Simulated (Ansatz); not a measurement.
Sn: the change of energy above lowest point with volume scale

Results calculated with Ansatz 0.2.0, not measured. Free energy against uniform scaling of the volume at fixed shape and fractions; periodic cell, basis, potentials, k mesh and filling as listed.

The cell before it is scaled or strained (space group I4_1/amd, No. 141):
```
Sn
1.0
     -2.9196     2.9196     1.5938
      2.9196    -2.9196     1.5938
      2.9196     2.9196    -1.5938
Sn
2
Direct
  0.00000 0.00000 0.00000
  0.75000 0.25000 0.50000
```

Settings of every row: functional r2SCAN; dispersion none; potentials PAW; wave cutoff 530 eV; density cutoff 2120 eV; k mesh 10x10x10; k shift 0x0x0; occupations fermi dirac; smearing width 0.1 eV; spin none.

Limits: coarse k mesh, up to 40 meV an atom off.

```
row  volume scale  V (Å³/atom)  energy above lowest point (meV/atom)
  1          0.92       24.998                                     ?
  2        0.9467       25.723                                  24.6
  3        0.9733       26.446                                   8.6
  4             1       27.171                                   0.8
  5        1.0267       27.897                                     0
  6        1.0533        28.62                                   5.2
  7          1.08       29.345                                  15.6
```

Question: what energy above lowest point should row 1 give?

Worked fit of energy above lowest point. Take u = (V_r/V)^(2/3) − 1 with V_r = 27.534 Å³ an atom, which is twice the finite (Eulerian) strain; such expansions in the strain, on which the Birch-Murnaghan equation of state is built, carry the rest volume and the bulk modulus. The shown rows have u = 0.0464, 0.02724, 0.00889, -0.00869, -0.02546, -0.04158. Least squares give energy above lowest point = −0.42 + 42.6 × u + 10485 × u² + 4683 × u³ meV/atom; a parabola predicts inner rows, each left out in turn, worse (root mean square 0.13 against 0.024 meV/atom). All shown rows lie on it to the printed digit. Its lowest point lies at u = -0.0020, or V = 27.62 Å³ an atom, and the curvature there gives the bulk modulus at fixed shape and fractions, B = (4/9)(1 + u)² E″(u)/V = 53.7 GPa. Letting shape and atoms relax would as a rule lower it, by much in layered, chain or molecular crystals. The withheld row has u = 0.06654, so the fit gives −0.42 + 42.6 × (0.06654) + 10485 × (0.06654)² + 4683 × (0.06654)³ = 50.2 meV/atom.

The calculation gave 50.1 meV/atom. The fit lies 0.1 meV/atom (0.2 % of the column's range) above it, one unit of the last digit. This row lies beyond the range of the fit.
